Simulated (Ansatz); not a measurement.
# E2g and B1g zone-centre phonons of hcp Ru under uniaxial strain along c, from PBEsol linear response

The usual rule of thumb is that a phonon line shifts in proportion to strain, downward in tension, so that one coefficient per mode turns a line position into a strain. We test it on hcp Ru strained along c by up to 4 % either way, with the basal edges free to relax. Such a coefficient is of use for thin metal films and contacts, where strain is often easier to read from a spectrum than from diffraction. The frequencies are harmonic PBEsol values for the static lattice, and strain is counted from the cell relaxed at the same level. Of the two optical modes only E2g is Raman active. B1g is silent in first-order Raman and infrared spectra and has to be followed by other means, such as inelastic neutron scattering.

## Calculations

One crystal, Ru (hcp) (known phase). It was then strained (uniaxial, along c) with the free edges and the atoms relaxed; labels give the mode at rest and under strain. The structures stem from measured cells of the Crystallography Open Database, directly or through a relaxation at another level; cell and atoms were relaxed at zero pressure at each row's own level, inside the symmetry of the start, with no thermal or zero-point expansion. Program: Ansatz 0.2.0, plane waves, PBEsol, the program's earlier default PAW potentials, scalar-relativistic without spin-orbit coupling, no spin polarisation. Wave-function cutoff 420 eV (the default for the potentials of each cell); on the k meshes (Γ-centred) the least product of divisions and cell-vector length runs from 48 to 49 Å. Occupations: methfessel-paxton smearing of 0.2 eV. Harmonic modes at natural masses come from linear response (density functional perturbation theory), with the acoustic sum rule imposed.

Notes on method and selection:

- Harmonic values at the static lattice; measured values carry thermal expansion and anharmonic shifts at their temperature.
- Modes are followed from row to row by the overlap of their patterns; levels that are degenerate at rest are joined across zero strain by their slopes.
- In cells without a Kohn-Sham gap the frequencies depend on k mesh and smearing; errors of a few per cent are possible.
- Runs that did not converge, have known faults or may not be shown are not listed, and runs on Ansatz's PAW sets soft_1 and soft_2 are kept to separate tables.

Columns:

- uniaxial strain (%): uniaxial strain along c, tension positive.
- stress (GPa): stress along the strain, tension positive.
- free-edge strain (%): strain of the first free edge.
- second free edge (%): strain of the second free edge.
- E2g (cm⁻¹): zone-centre mode E2g, no LO-TO term.
- B1g (cm⁻¹): zone-centre mode B1g, no LO-TO term.

Input lines of one member:

```
kpoints:
  mp_grid: { grid: [18, 18, 12] }
hamiltonian:
  xc: pbesol
  pseudopotentials: { kind: paw, azcp: { folder: soft_1 }, xc_functional: pbe }
scf:
  occupations: { method: methfessel_paxton, width: 0.2 }
output:
  eigenvalues: true
phonons:
  method: dfpt
```

Command (options for logging and memory left out): `ansatz run input.yaml --threads 4 --backend cpu`

## Data

```
member  uniaxial strain (%)  stress (GPa)  free-edge strain (%)  second free edge (%)  E2g (cm⁻¹)  B1g (cm⁻¹)
−4.0 %  −4                   −26.10        1.11                  1.11                  225.7       319.9
−3.0 %  −3                   −19.30        0.80                  0.80                  221.2       308.4
−2.0 %  −2                   −12.69        0.51                  0.51                  216.7       296.7
−1.0 %  −1                   −6.23         0.24                  0.24                  212.2       284.3
+0.0 %  0                    ?             ?                     ?                     ?           ?
+1.0 %  1                    5.95          −0.22                 −0.22                 202.8       257.6
+2.0 %  2                    11.58         −0.43                 −0.43                 197.9       243.4
+3.0 %  3                    16.93         −0.63                 −0.63                 193.1       228.7
+4.0 %  4                    22.03         −0.81                 −0.81                 188.3       213.6
```

Cells marked ? are withheld until the estimate has been made.

Least-squares fits to the members shown, with x = uniaxial strain (%); R² and errors in the fitted variable (y, or ln y where the fit is in ln y):

```
y           members  fit                    R²    rms residual  leave-one-out rms  the same for the mean of the others
B1g (cm⁻¹)  8        y = 269.1 − 13.29 x    1.00  1.6           2.3                42
E2g (cm⁻¹)  8        y = 207.24 − 4.6817 x  1.00  0.19          0.26               15
```

## The trend and its physics

Both modes fall at every step from compression to tension. Between −1 % and +1 % the slope of E2g is (202.8 − 212.2) / 2 = −4.7 cm⁻¹ per % strain, and that of B1g is (257.6 − 284.3) / 2 = −13.4 cm⁻¹ per %. E2g remains a degenerate pair, because strain along c preserves the hexagonal point group; it shifts without splitting.

The rule of thumb holds well for E2g, whose straight-line fit has an rms residual of 0.19 cm⁻¹. For B1g it is only a first approximation: the drop per % grows from 319.9 − 308.4 = 11.5 cm⁻¹ at the compressed end to 228.7 − 213.6 = 15.1 cm⁻¹ at the stretched end. The square root that links frequency to force constant is enough to produce this curvature. The squared frequency falls far more evenly, by 319.9² − 308.4² = 7225 cm⁻² per % at the compressed end and 228.7² − 213.6² = 6679 cm⁻² per % at the other, and an even fall in ω² means a steeper fall in ω as ω decreases.

In both modes neighbouring basal layers move against each other, along c in B1g and sideways in E2g. Tension along c lengthens the bonds between layers and weakens their restoring forces, while the basal edges contract by only about 0.2 % per % of strain and compensate little.

Bond stretching alone does not explain why B1g reacts more strongly. Central springs between nearest neighbours in ideal close packing would put B1g at twice E2g, and because that ratio scales with c/a, tension would raise it slightly. The calculated ratio is lower and instead falls from 319.9 / 225.7 = 1.42 at −4 % to 213.6 / 188.3 = 1.13 at +4 %. One possibility is that the conduction electrons screen the layer-against-layer motion of B1g, and do so more strongly as the layers separate.

The E2g coefficient applies to a crystal with free edges; a film clamped to a substrate deforms differently and needs another one.

## A prediction

Plain estimates from the members shown:

- +0.0 %, fit at x = 0: 269.1 cm⁻¹
- +0.0 %, straight-line interpolation between −1.0 % and +1.0 %: w = (0 − (−1)) / (1 − (−1)) = 0.500, so 284.3 + 0.500 × (257.6 − 284.3) = 271.0 cm⁻¹

The straight-line fit gives 269.1 cm⁻¹ at zero strain, which is too low because a line through a curve that bends downward passes beneath its middle. Interpolation between the two nearest rows, 271.0 cm⁻¹, is better but still cuts slightly below the curve. We therefore interpolate the squared frequency, which follows the force constant and is more nearly linear in strain:

ω = √((284.3² + 257.6²) / 2) = 271.3 cm⁻¹.

The same midpoint rule can be tried on the four shown members that have a neighbour 1 % away on each side:

- −3 %: √((319.9² + 296.7²) / 2) = 308.5 against 308.4 cm⁻¹
- −2 %: √((308.4² + 284.3²) / 2) = 296.6 against 296.7 cm⁻¹
- +2 %: √((257.6² + 228.7²) / 2) = 243.6 against 243.4 cm⁻¹
- +3 %: √((243.4² + 213.6²) / 2) = 229.0 against 228.7 cm⁻¹

The rms miss is 0.2 cm⁻¹. Plain interpolation of the frequency does almost as well on these members, but it comes out low on all four, which is the bias expected from the curvature.

The other columns give no reason for a further shift. Stress and free-edge strain pass smoothly from compression to tension, and the unstrained crystal has the same space group as its neighbours. We take the rms miss as the standard deviation. It covers the interpolation within this series, not the error of the level of theory against experiment.

**Committed estimate, +0.0 %: B1g = 271.3 ± 0.2 cm⁻¹.**

## Check

```
member  uniaxial strain (%)  stress (GPa)  free-edge strain (%)  second free edge (%)  E2g (cm⁻¹)  B1g (cm⁻¹)
+0.0 %  0                    0.00          0.00                  0.00                  207.5       271.2
```

```
member  estimate       B1g (cm⁻¹)  computed  estimate − computed  miss in error bars
+0.0 %  committed      271.3       271.2     +0.1                 0.5
+0.0 %  fit            269.1       271.2     −2.1
+0.0 %  interpolation  271.0       271.2     −0.2
```

The computed B1g frequency at zero strain is 271.2 cm⁻¹. Our 271.3 cm⁻¹ is 0.1 too high, half the error bar. The straight-line fit misses by 2.1 cm⁻¹, because it ignores the curvature. Plain interpolation is only 0.2 cm⁻¹ low, and with values printed to 0.1 cm⁻¹ its difference from our estimate is too small to favour either route.

The two end members give a sharper test of the argument for ω². The mean of their frequencies is (319.9 + 213.6) / 2 = 266.8 cm⁻¹, which is 271.2 − 266.8 = 4.4 too low. The mean of their squares gives √((319.9² + 213.6²) / 2) = 272.0 cm⁻¹, which is 0.8 too high. The square root thus accounts for the downward bend of the frequency, and slightly overshoots it. The result doesn't bear on our conjecture that electronic screening makes B1g the more sensitive mode.

## Departures from the trend

Least-squares fits to the whole series, with x = uniaxial strain (%); R² and errors in the fitted variable (y, or ln y where the fit is in ln y):

```
y           members  fit                    R²    rms residual  leave-one-out rms  the same for the mean of the others
B1g (cm⁻¹)  9        y = 269.3 − 13.29 x    1.00  1.6           2.3                39
E2g (cm⁻¹)  9        y = 207.27 − 4.6817 x  1.00  0.19          0.27               14
```

Largest departures from the fit to the whole series:

```
member  B1g (cm⁻¹)  fit    computed − fit  in rms residuals
−4.0 %  319.9       322.5  −2.6            1.6
+4.0 %  213.6       216.1  −2.5            1.5
+0.0 %  271.2       269.3  +1.9            1.2
−1.0 %  284.3       282.6  +1.7            1.0
```

None stands out: the largest departure from the B1g line is 1.6 rms residuals. The two end members lie 2.6 and 2.5 cm⁻¹ below the line and the members at 0 and −1 % lie 1.9 and 1.7 above it, which is the pattern a straight line leaves on a smooth curve that bends downward.

## Summary

Between −4 and +4 % strain with free edges, both modes soften steadily in tension. One coefficient serves for E2g; B1g needs a curve, and interpolating ω² between neighbours 1 % away on each side recovers a member to about 0.2 cm⁻¹.

For the Raman-active E2g line, a downward shift of 1 cm⁻¹ corresponds to 1 / 4.68 = 0.21 % tension along c. In terms of stress, the rows at ±1 % give (202.8 − 212.2) / (5.95 + 6.23) = −0.77 cm⁻¹ per GPa.

Warming normally lowers such a line too, and each 1 cm⁻¹ of that would pass for 0.21 % of tension. The choice of k mesh and smearing can shift the computed frequencies by a few per cent. Strain should therefore be read from the shift against an unstrained sample at the same temperature, not from the computed absolute frequency.

[Logs are printed without paths, hosts, clocks, repeated set-up lines and the standing remarks that a program may print on its own settings, such as how far it seeks lower states.]
